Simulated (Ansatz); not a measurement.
## BN at 6 GPa: from Born charge to LO–TO splitting and polaron coupling

Computed with DFT LDA, scalar-relativistic, plane waves, PAW (Ansatz). Plane waves to 420 eV; Γ-centred k mesh 12×12×12; fixed occupations. No spin polarisation. Phonons by linear response, acoustic sum rule imposed.

The cell, relaxed at 6 GPa:
```
CELL_PARAMETERS angstrom
0.00000 1.78163 1.78163
1.78163 0.00000 1.78163
1.78163 1.78163 0.00000
ATOMIC_POSITIONS crystal
B 0.00000 0.00000 0.00000
N 0.75000 0.75000 0.75000
```

Linear response gives ν_TO = 1087.3 cm⁻¹, Born charges ±1.871 e (positive on B) and ε∞ = 4.553. The primitive cell holds 11.310 Å³, and the masses are 10.810 and 14.007 amu.

**Question.** Find ν_LO and the static dielectric constant.

**Answer.** The long-wave field adds a restoring force: ω_LO² − ω_TO² = Z*²e²/(ε_vac ε∞ μV). In these units ν_LO² − ν_TO² = 4.92064×10⁷ Z*²/(μ V ε∞) cm⁻², with μ = m₁m₂/(m₁ + m₂) = 6.101 amu: 548366 cm⁻². So ν_LO = √(1087.3² + 548366) = 1315.5 cm⁻¹, and the run gives 1315.5. Lyddane–Sachs–Teller then gives ε0 = ε∞ (ν_LO/ν_TO)² = 6.66, against 6.66 in the run (it forms both from the same three quantities, so the match checks the arithmetic only). Between ν_TO and ν_LO the dielectric function is negative and an undamped crystal reflects fully: a reststrahlen band from 7.6 to 9.2 μm.

**Question.** What do the Clausius–Mossotti polarisability and the Szigeti charge come to?

**Answer.** With the Lorentz local field, α = (3V/4π)(ε∞ − 1)/(ε∞ + 2) = 1.46 Å³ for the pair, and e_S = 3Z*/(ε∞ + 2) = 0.86 e. The Born charge includes the electrons' response to the dipole's own local field, and e_S takes that enhancement out. The Lorentz field assumes point-like polarisable ions, a poor picture once ε∞ is this large, since the electron clouds then overlap or are shared, so both numbers are formal here.

**Question.** How strongly does a slow electron couple to the LO mode?

**Answer.** For one isotropic parabolic band, Fröhlich's constant is α_F = (1/ε∞ − 1/ε0) √(m* Ry/ħω_LO), with Ry = 13.606 eV, ħω_LO = 163.1 meV and m* in free-electron masses: α_F = 0.0696 × 9.13 × √m* = 0.64 √m*. The band mass isn't part of this run; for m* = 0.1, 0.3 and 1 it gives 0.20, 0.35, 0.64. In weak coupling the polaron lies α_F ħω_LO below the band edge (57 meV at m* = 0.3) with a mass m*(1 + α_F/6); past α_F of about 5 or 6 that expansion fails. A semilocal functional's ε∞ tends to be too large, which taken alone lowers α_F.

Cost: 1 run of about 0.39 core-minutes, on Intel Xeon Processor @ 2.50GHz (Skylake/Cascade Lake) (shared hosts).

Cubic BN combines a stiff covalent framework with a strongly polar optical mode. Short sp³ bonds between light atoms put ν_TO at 1087.3 cm⁻¹, while the polarity of the B–N bond gives the Born charge of 1.871 e. That charge is dynamical: it includes the electron density that shifts between B and N as the bond is stretched, so it doesn't measure a static ionic charge or imply nearly complete transfer of two electrons.

The small reduced mass and compact cell amplify the LO–TO splitting, yet the lattice adds only modestly to the static screening, from 4.553 to 6.66, because the same stiff bonds resist polar displacement. This limited ionic screening, together with the high LO energy, keeps the Fröhlich coupling weak for the masses considered. The polaron values set a scale rather than describe actual carriers in cubic BN, whose conduction valleys near X are anisotropic and whose valence-band top is degenerate.
